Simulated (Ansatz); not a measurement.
BAs at -3 GPa: from Born charge to LO–TO splitting and polaron coupling

Computed with Ansatz, DFT LDA, scalar-relativistic, plane waves, PAW. Settings: 420 eV plane-wave cutoff, Γ-centred 10×10×10 mesh, fixed occupations. No spin polarisation. Phonons by linear response, acoustic sum rule imposed.

The cell, relaxed at -3 GPa:
```yaml
crystal:
  lattice:
    - [0.00000, 2.38284, 2.38284]
    - [2.38284, 0.00000, 2.38284]
    - [2.38284, 2.38284, 0.00000]
  atoms:
    - { symbol: B, position: [0.00000, 0.00000, 0.00000] }
    - { symbol: As, position: [0.75000, 0.75000, 0.75000] }
```

The run warned that the force constants aren't converged on this k mesh, so the frequencies and all that is formed from them are rough.

Linear response gives ν_TO = 685.1 cm⁻¹, Born charges ±0.479 e (positive on As) and ε∞ = 9.744. The primitive cell holds 27.059 Å³, and the masses are 10.810 and 74.922 amu.

Problem. Find ν_LO and the static dielectric constant.

Solution. The long-wave field adds a restoring force: ω_LO² − ω_TO² = Z*²e²/(ε_vac ε∞ μV). In these units ν_LO² − ν_TO² = 4.92064×10⁷ Z*²/(μ V ε∞) cm⁻², with μ = m₁m₂/(m₁ + m₂) = 9.447 amu: 4527 cm⁻². So ν_LO = √(685.1² + 4527) = 688.4 cm⁻¹, and the run gives 688.4. Lyddane–Sachs–Teller then gives ε0 = ε∞ (ν_LO/ν_TO)² = 9.84, against 9.84 in the run (it forms both from the same three quantities, so the match checks the arithmetic only). Between ν_TO and ν_LO the dielectric function is negative and an undamped crystal reflects fully: a reststrahlen band from 14.5 to 14.6 μm.

Problem. What do the Clausius–Mossotti polarisability and the Szigeti charge come to?

Solution. With the Lorentz local field, α = (3V/4π)(ε∞ − 1)/(ε∞ + 2) = 4.81 Å³ for the pair, and e_S = 3Z*/(ε∞ + 2) = 0.12 e. The Born charge includes the electrons' response to the dipole's own local field, and e_S takes that enhancement out. The Lorentz field assumes point-like polarisable ions, a poor picture once ε∞ is this large, since the electron clouds then overlap or are shared, so both numbers are formal here.

Problem. How strongly does a slow electron couple to the LO mode?

Solution. For one isotropic parabolic band, Fröhlich's constant is α_F = (1/ε∞ − 1/ε0) √(m* Ry/ħω_LO), with Ry = 13.606 eV, ħω_LO = 85.4 meV and m* in free-electron masses: α_F = 0.0010 × 12.63 × √m* = 0.01 √m*. The band mass isn't part of this run; for m* = 0.1, 0.3 and 1 it gives 0.00, 0.01, 0.01. In weak coupling the polaron lies α_F ħω_LO below the band edge (1 meV at m* = 0.3) with a mass m*(1 + α_F/6); past α_F of about 5 or 6 that expansion fails. A semilocal functional's ε∞ tends to be too large, which taken alone lowers α_F.

Cost: 1 run of about 1 core-minutes, on Intel Xeon Processor @ 2.70GHz (shared hosts).

The lattice of BAs is only faintly polar: the long-wave field lifts the LO mode from 685.1 to just 688.4 cm⁻¹, and the ions add little to a dielectric response that is almost wholly electronic. The bond is strongly covalent between atoms of similar electronegativity, so a relative displacement of the sublattices creates little dipole, and the electrons screen its field well. The light boron atom keeps the reduced mass small, which by itself would widen the splitting; the small Born charge outweighs this.

Its sign, positive on As, reverses the usual III–V pattern. This probably reflects boron's compact 2p shell, which has no p core beneath it and draws bonding charge towards boron. A Born charge measures the polarisation caused by displacement, however, so it doesn't give a static ionic charge.

The weak Fröhlich coupling argues against a large polaron formed by polar optical phonons, but leaves deformation-potential coupling, and hence the carrier mobility, undetermined.
